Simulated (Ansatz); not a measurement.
## A series in volume ratio on SrGa₃

All results are calculated (Ansatz 0.2.0). Plane-wave density functional theory, PAW datasets, Gaussian smearing 0.05 eV: equation of state, the given cell scaled in volume with shape and atoms relaxed at each volume.

The cell before it is scaled or strained (space group Pm-3m, No. 221):
```
SrGa3
1.0
      4.4293     0.0000     0.0000
      0.0000     4.4293     0.0000
      0.0000     0.0000     4.4293
Sr Ga
1 3
Direct
  0.00000 0.00000 0.00000
  0.00000 0.50000 0.50000
  0.50000 0.50000 0.00000
  0.50000 0.00000 0.50000
```

Settings of every row: paw set soft_2; functional PBEsol; spin treatment none; moment partition spheres; spin axis none; wave cutoff 420 eV; k mesh 8x8x8; symmetry use detected.

Atom hubbard u: 0 on all atoms.

Limits: the cell comes from a prototype or a list of computed structures and needn't be the stable phase.

| row | volume ratio | V (Å³/atom) | pressure (GPa) | energy above given cell (meV per atom) |
| --- | --- | --- | --- | --- |
| 1 | 0.96 | 20.856 | 2.127 | 5.71 |
| 2 | 0.98 | 21.29 | 1.021 | 1.42 |
| 3 | 1 | 21.725 | ? | ? |
| 4 | 1.02 | 22.159 | -0.874 | 1.17 |
| 5 | 1.04 | 22.594 | -1.673 | 4.64 |

Question: what pressure should row 3 give?

Worked fit of pressure. Take u = (V_r/V)^(2/3) − 1 with V_r = 21.724 Å³ an atom, which is twice the finite (Eulerian) strain; such expansions in the strain, on which the Birch-Murnaghan equation of state is built, carry the rest volume and the bulk modulus. The shown rows have u = 0.02756, 0.01354, -0.01313, -0.02584. Least squares give pressure = 0.0235 + 70.848 × u + 199.7 × u² GPa; a straight line predicts inner rows, each left out in turn, worse (root mean square 0.082 against 0.0041 GPa). The rows lie off it by -0.001, 0.002, -0.002, 0.001. The pressure vanishes at u = -0.0003, or V = 21.73 Å³ an atom, and there the bulk modulus with shape and atoms relaxed is B = −V dP/dV = (2/3)(1 + u) dP/du = 47.1 GPa. The withheld row has u = -3e-05, so the fit gives 0.0235 + 70.848 × (-3e-05) + 199.7 × (-3e-05)² = 0.021 GPa.

The calculation gave 0.021 GPa. The fit meets it to the printed digit.

The other values of row 3: energy above given cell 0 meV per atom.
